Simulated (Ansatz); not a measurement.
## How methods differ on PH (SMILES [PH])

PH: 2 atoms, total charge 0, spin state triplet. SMILES: `[PH]`. The coordinates come from a GFN2-xTB relaxation.

```
atom   x (Å)   y (Å)   z (Å)
   P  0.0000  0.0000  0.0000
   H  0.0000  0.0000  1.3991
```

Quantity: the energy change with the P1–H2 bond stretched from 1.399 to 3.571 Å, in eV. The values are calculated.

```tsv
level	kind	program	value (eV)	less CCSDT/cc-pVDZ	CPU time (all runs)
U-wB97X/cc-pVDZ	range-separated hybrid	Ansatz	3.17	+0.42	7.9 s
UB2PLYP/cc-pVDZ	double hybrid	Ansatz	3.01	+0.26	2.6 s
RPA@PBE/cc-pVDZ	RPA	Ansatz	2.91	+0.16	4.1 s
UMP2/cc-pVDZ	perturbation theory	Ansatz	2.60	-0.15	0.46 s
UBCCD(T)/cc-pVDZ	coupled cluster or CI	Ansatz	2.75	0.00	1.1 s
UCCSDT(Q)/cc-pVDZ	coupled cluster or CI	Ansatz	2.75	0.00	3.5 s
UCCSDT/cc-pVDZ	coupled cluster or CI	Ansatz	2.75	0.00	2.2 s
UCCSDTQ/cc-pVDZ	coupled cluster or CI	Ansatz	2.75	0.00	26 s
FCI/3-21G	exact in the basis	Ansatz	2.17	-0.58	0.96 s
```

Differences are taken from UCCSDT/cc-pVDZ for orientation; it has basis-set and higher-order errors of its own. At this stretch a single reference begins to fail. The first shape isn't each level's own minimum. The values span 2.17 to 3.17 eV. Spin contamination of the reference (⟨S²⟩ at least 0.1 too high) touches U-wB97X/cc-pVDZ, UB2PLYP/cc-pVDZ, RPA@PBE/cc-pVDZ, UMP2/cc-pVDZ, UBCCD(T)/cc-pVDZ, UCCSDT(Q)/cc-pVDZ, UCCSDT/cc-pVDZ, UCCSDTQ/cc-pVDZ. High-level rows in very small sets aren't better than simpler rows in larger ones. Times are those of the runs behind each value, whatever else they computed, on shared processors of several kinds: orders of magnitude only.

Stretching PH weakens the σ bond formed from phosphorus 3p and hydrogen 1s, while the two unpaired π electrons stay essentially nonbonding on phosphorus. The energy rises as σ overlap is lost and the bonding and antibonding σ orbitals approach degeneracy. The electrons then localise towards a quartet phosphorus atom and a doublet hydrogen atom, coupled to a triplet.

All four coupled-cluster treatments give 2.75 eV, so excitations beyond triples have no visible net effect on this energy difference in cc-pVDZ. UMP2 lies below that value, whereas RPA and both hybrid-type functionals lie above it. The much lower FCI result does not point to missing correlation in coupled cluster: 3-21G lacks the polarisation functions needed to describe the bond's deformation and angular correlation, which probably lowers the stretching energy. A larger basis would probably raise the coupled-cluster value too, so the excess of U-wB97X should not be read as purely a functional error. Two geometries alone do not establish the shape of the dissociation curve.
